# Askey–Wilson quantum mechanics at $q\to0$: an end state on a half-chain

The model lives on $0<x<\pi$ with $z=e^{ix}$ and $0<q<1$. The shift $T_qf(z)=f(qz)$ moves $x$ by the imaginary amount $-i\ln q$. With

$$A(z)=\frac{(1-az)(1-bz)(1-cz)(1-dz)}{(1-z^2)(1-qz^2)},\qquad L=A(z)\,(T_q-1)+A(1/z)\,(T_{1/q}-1),$$

$L$ maps polynomials in $\eta=z+1/z=2\cos x$ to polynomials of no higher degree. I write $e_1,\dots,e_4$ for the elementary symmetric functions of $a,b,c,d$, so $e_4=abcd$. Everything is dimensionless.

Shape invariance is carried by the divided difference $Ff=[f(q^{1/2}z)-f(q^{-1/2}z)]/(z-1/z)$, which lowers the degree in $\eta$ by one. On polynomials in $\eta$,

$$F\,L(a,b,c,d)=\Big[q^{-1}L(q^{1/2}a,q^{1/2}b,q^{1/2}c,q^{1/2}d)+E_1\Big]F,\qquad E_1=(q^{-1}-1)(1-e_4).$$

The scale factor $q^{-1}$ is part of the statement. Each step sends $e_4\to q^2e_4$, so

$$E_n=\sum_{s=0}^{n-1}q^{-s}(q^{-1}-1)(1-e_4q^{2s})=(q^{-n}-1)(1-e_4q^{n-1}).$$

The same value follows from the top power $z^n$: as $z\to\infty$, $A(z)\to e_4/q$ and $A(1/z)\to1$, which gives $(e_4/q)(q^n-1)+(q^{-n}-1)$. The eigenfunctions are the polynomials in $\cos x$ of Askey and Wilson (1985); the reading as quantum mechanics with imaginary shifts was developed by Odake and Sasaki.

**Question.** *That operator does not look Hermitian.*

It is symmetric in a weighted scalar product. For parameters inside the unit disc, real or in conjugate pairs, the weight is $|(z^2;q)_\infty/(az,bz,cz,dz;q)_\infty|^2$, where $(u;q)_\infty=\prod_{k\ge0}(1-uq^k)$ and several arguments mean a product. If $a>1$, orthogonality needs point masses as well, and that is today's case.

## The recurrence as a chain

In the eigenbasis of $L$ the coordinate $\eta$ is tridiagonal. Normalise $\tilde p_n=1$ at $z=a$. The standard recurrence is

$$\eta\,\tilde p_n=A_n\tilde p_{n+1}+\big(a+a^{-1}-A_n-C_n\big)\tilde p_n+C_n\tilde p_{n-1},$$

$$A_n=\frac{(1-abq^n)(1-acq^n)(1-adq^n)(1-e_4q^{n-1})}{a(1-e_4q^{2n-1})(1-e_4q^{2n})},\qquad C_n=\frac{a(1-q^n)(1-bcq^{n-1})(1-bdq^{n-1})(1-cdq^{n-1})}{(1-e_4q^{2n-2})(1-e_4q^{2n-1})}.$$

Symmetrise it and read $n=0,1,2,\dots$ as a site label. It is then a tight-binding half-chain with site energies $\epsilon_n=a+a^{-1}-A_n-C_n$, hopping $t_n=\sqrt{A_{n-1}C_n}$ between sites $n-1$ and $n$, and energy $\varepsilon=\eta$. Energies are in units of the bulk hopping, lengths in lattice spacings. The hopping is taken positive; its sign can be flipped by $\psi_n\to(-1)^n\psi_n$.

Now let $q\to0$. Then $A_0=(1-ab)(1-ac)(1-ad)/[a(1-e_4)]$, $A_1=(1-e_4)/a$, $C_0=0$, $C_1=a(1-bc)(1-bd)(1-cd)/(1-e_4)$, and from $n=2$ on $A_n=1/a$, $C_n=a$. Therefore

$$\epsilon_0=\frac{e_1-e_3}{1-e_4},\quad \epsilon_1=\frac{e_3-e_1e_4}{1-e_4},\quad t_1^2=\frac{(1-ab)(1-ac)(1-ad)(1-bc)(1-bd)(1-cd)}{(1-e_4)^2},\quad t_2^2=1-e_4,$$

with $\epsilon_n=0$ for $n\ge2$ and $t_n=1$ for $n\ge3$. This is a uniform chain with band $-2\le\varepsilon\le2$, two altered end sites and two altered bonds, the setting of a Tamm-type end state.

**Question.** *But $E_n$ diverges like $q^{-n}$. What survives?*

The eigenvalues of $L$ have no finite limit for $n\ge1$. The polynomials, the weight and the recurrence do. The chain energy $\varepsilon$ is an eigenvalue of the coordinate $\eta$, not of $L$.

The example is $a=1.5$, $b=0.4$, $c=0.3$, $d=-0.5$. Then $e_1=1.7$, $e_2=0.07$, $e_3=-0.405$, $e_4=-0.09$, and

$$\epsilon_0=1.9312,\qquad \epsilon_1=-0.2312,\qquad t_1^2=0.3935,\qquad t_2^2=1.09 .$$

## The estimate by hand

Forget the polynomials and look only at these four numbers, rounded to $1.9$, $-0.2$, $0.4$ and $1.1$. The end level sits just inside the top of the band and is tied to the rest by a weakened bond. Its neighbour lies $2.1$ lower; call that gap $2$. Level repulsion pushes the end level up by $t_1^2/\text{gap}\approx0.4/2=0.2$, to $\varepsilon\approx2.1$. That is outside the band, so the state is bound, by $B=\varepsilon-2\approx0.1$.

Just above a band edge $\varepsilon=2\cosh\kappa\approx2+\kappa^2$ for an amplitude $e^{-\kappa n}$. So $\kappa\approx\sqrt{0.1}\approx0.3$ and the decay length is about $3$ sites. The probability lent to the neighbour is $t_1^2/\text{gap}^2\approx0.4/4=0.1$, which leaves a weight $W\approx0.9$ on the end site.

**Question.** *You claim a state three sites long from an argument that uses two sites.*

Yes. The estimate is inconsistent at exactly that point, and the ledger will show the cost.

## The careful calculation

Put $\varepsilon=\zeta+1/\zeta$ with $|\zeta|<1$. The end-site Green's function $g$ of the uniform half-chain obeys $g=1/(\varepsilon-g)$, and the decaying root is $g=\zeta$. Attaching the two altered sites gives

$$G_{00}=\frac{1}{\varepsilon-\epsilon_0-t_1^2/D},\qquad D=\varepsilon-\epsilon_1-t_2^2\zeta=\zeta^{-1}\big(1-\epsilon_1\zeta+e_4\zeta^2\big).$$

Clear the fractions. The denominator becomes $(1-\epsilon_0\zeta+\zeta^2)(1-\epsilon_1\zeta+e_4\zeta^2)-t_1^2\zeta^2$. The formulas for the chain parameters give $\epsilon_0+\epsilon_1=e_1$, $\epsilon_0\epsilon_1-t_1^2+1+e_4=e_2$ and $\epsilon_1+e_4\epsilon_0=e_3$, so the quartic is $1-e_1\zeta+e_2\zeta^2-e_3\zeta^3+e_4\zeta^4$ and

$$G_{00}=\frac{\zeta\,(1-\epsilon_1\zeta+e_4\zeta^2)}{(1-a\zeta)(1-b\zeta)(1-c\zeta)(1-d\zeta)} .$$

The four Askey–Wilson parameters are the inverse poles of the end-site Green's function. A real parameter of modulus above one puts a pole at $|\zeta|<1$, a bound state. Here only $a$ does so; $b$, $c$ and $d$ give poles at $|\zeta|>1$, on the unphysical sheet. The bound state has

$$\varepsilon=a+a^{-1}=2.1667,\qquad B=0.1667,\qquad \kappa=\ln a=0.4055,$$

and a decay length $1/\kappa=2.47$ sites.

The wave function comes straight from the recurrence. At $\eta=a+1/a$ the constant sequence $\tilde p_n=1$ solves it, because $A_n$ and $C_n$ cancel. The symmetrising factors then are the amplitudes themselves: $\psi_n^2/\psi_{n-1}^2=A_{n-1}/C_n$. With $A_0=0.2355$, $C_1=1.6712$, $A_1=0.7267$ and $C_2=1.5$, the first ratio is $0.1409$, the second is $0.4844$, and all later ones equal $a^{-2}=0.4444$. The geometric tail sums to $1/(1-a^{-2})=1.8$, so

$$W^{-1}=1+0.1409\,(1+0.4844\times1.8)=1.2638,\qquad W=0.7913 .$$

Site 1 holds $0.1115$ and all further sites together hold $0.0972$. At the bound-state energy $C_1$ is the denominator $D$ and $A_0=t_1^2/D$ is the exact upward shift of the end level.

**Question.** *Where is the rest of the end site's spectral weight?*

In the band. For $\zeta=e^{-i\theta}$, $0<\theta<\pi$, the quantity $-\pi^{-1}\mathrm{Im}\,G_{00}\,|d\varepsilon|$ is

$$\frac{2}{\pi}\,\frac{t_1^2t_2^2\sin^2\theta\;d\theta}{\prod_{u=a,b,c,d}(1-2u\cos\theta+u^2)},$$

which is the $q=0$ form of the Askey–Wilson weight. It integrates to $0.2087=1-W$.

**Question.** *Is this family of chains special?*

Not among chains altered on two sites and two bonds. Read the relations backwards: $e_4=1-t_2^2$, $e_1=\epsilon_0+\epsilon_1$, $e_2=\epsilon_0\epsilon_1-t_1^2+2-t_2^2$, $e_3=\epsilon_1+(1-t_2^2)\epsilon_0$. Any such chain fixes a real quartic whose roots are $a,b,c,d$. They come out real or in conjugate pairs.

## Why the two differ

The estimate gave $\varepsilon\approx2.1$ against $2.1667$, low by $3\%$. The binding is a small difference between $\varepsilon$ and the band edge, so the same absolute error, $0.0667$, is $40\%$ of $B$. The table removes the approximations one at a time.

| step | change in $B$ | $B$ |
|---|---|---|
| hand estimate | | $0.1000$ |
| unrounded $\epsilon_0$ | $+0.0312$ | $0.1312$ |
| unrounded $t_1^2/(\epsilon_0-\epsilon_1)$ | $-0.0180$ | $0.1132$ |
| two sites solved exactly | $-0.0132$ | $0.1000$ |
| uniform tail attached with $t_2=1$ | $+0.0601$ | $0.1601$ |
| $t_2^2=1.09$ | $+0.0066$ | $0.1667$ |

In the third row the true gap is $2.1624$ and the second-order shift is $0.1820$ instead of $0.2$. In the fourth row the two-site secular equation is $\varepsilon^2-e_1\varepsilon+e_2-e_4-1=0$, here $\varepsilon^2-1.7\varepsilon-0.84=0$, with roots $2.1$ and $-0.4$. The level moves down from second order because the denominator is $\varepsilon-\epsilon_1$, which is larger than $\epsilon_0-\epsilon_1$. In the fifth row $\varepsilon=\zeta+1/\zeta$ solves $\varepsilon-\epsilon_0=t_1^2/(\zeta^{-1}-\epsilon_1)$, which gives $2.1601$.

So the rounding and the use of second order cancel, and the estimate equals the exact energy of the isolated pair of sites. The whole net discrepancy is the tail.

**Question.** *Is that cancellation a theorem?*

No, it is an accident of these numbers. The individual entries reach $0.03$, a fifth to a third of the binding, and other parameters would not make them sum to zero.

The tail matters because the state lies close to the band edge. Site 1 is itself pushed up by the chain behind it, by the self-energy $t_2^2\zeta=t_2^2/a=0.7267$. That cuts the denominator from $\varepsilon-\epsilon_1=2.3979$ to $1.6712$, by $30\%$. The self-energy is not the second-order value $t_2^2/\varepsilon=0.5031$, since $\zeta$ sums paths of all lengths into the chain and reaches $1$ at the edge, where $1/\varepsilon$ is only one half. As a first-order test, the pair state has probability $0.0675$ on site 1, and $0.0675\times0.7267=0.049$, about three quarters of $0.0667$. The remainder arises because the state spreads as site 1 rises, which increases that probability.

Cutting the chain after $N$ sites shows the same thing. The top eigenvalue is $2.1000$, $2.1422$, $2.1568$, $2.1625$ for $N=2,3,4,5$. The deficits are $0.0667$, $0.0244$, $0.0099$, $0.0042$, and their successive ratios $0.37$, $0.40$, $0.42$ approach $a^{-2}$. A truncation converges only as fast as the probability decays.

The other two quantities follow. The decay constant goes as $\sqrt B$, so it inherits roughly half the relative error: $\sqrt{0.1}=0.316$ against $0.4055$. The parabolic band edge is not to blame, since the exact binding gives $\sqrt{0.1667}=0.408$. For the weight, the estimate lost $0.1$ and the exact state loses $0.2087$. The amount on site 1, $0.1115$, is near the estimate; the missing part is the $0.0972$ beyond site 1, which a two-site argument sets to zero.

**Question.** *How much of this depends on $q$ being exactly zero?*

The energy does not depend on it. The solution $\tilde p_n=1$ holds for every $q$, and $A_{n-1}/C_n\to a^{-2}$ deep in the chain, so the state at $a+1/a$ stays normalisable. The chain parameters do change, by amounts that fall off geometrically in $q^n$ with depth. The end energy $\epsilon_0$ is independent of $q$, while $t_1^2$ acquires the factor $(1-q)/(1-e_4q)$ and drops to $0.3510$ at $q=0.1$. The weight is the point mass of the Askey–Wilson measure,

$$W(q)=\frac{(a^{-2},\,bc,\,bd,\,cd;q)_\infty}{(b/a,\,c/a,\,d/a,\,e_4;q)_\infty},$$

which reduces to $0.7913$ at $q=0$ and is $0.776$ at $q=0.1$. That change of $0.015$ is small beside the $0.11$ by which the hand estimate misses $W$. The picture changes in kind when $aq>1$, here $q>2/3$. The masses sit at $z=aq^k$ for all $k$ with $aq^k>1$, so a second bound state leaves the band; at $q=0.8$ it lies at $aq+1/(aq)=2.0333$.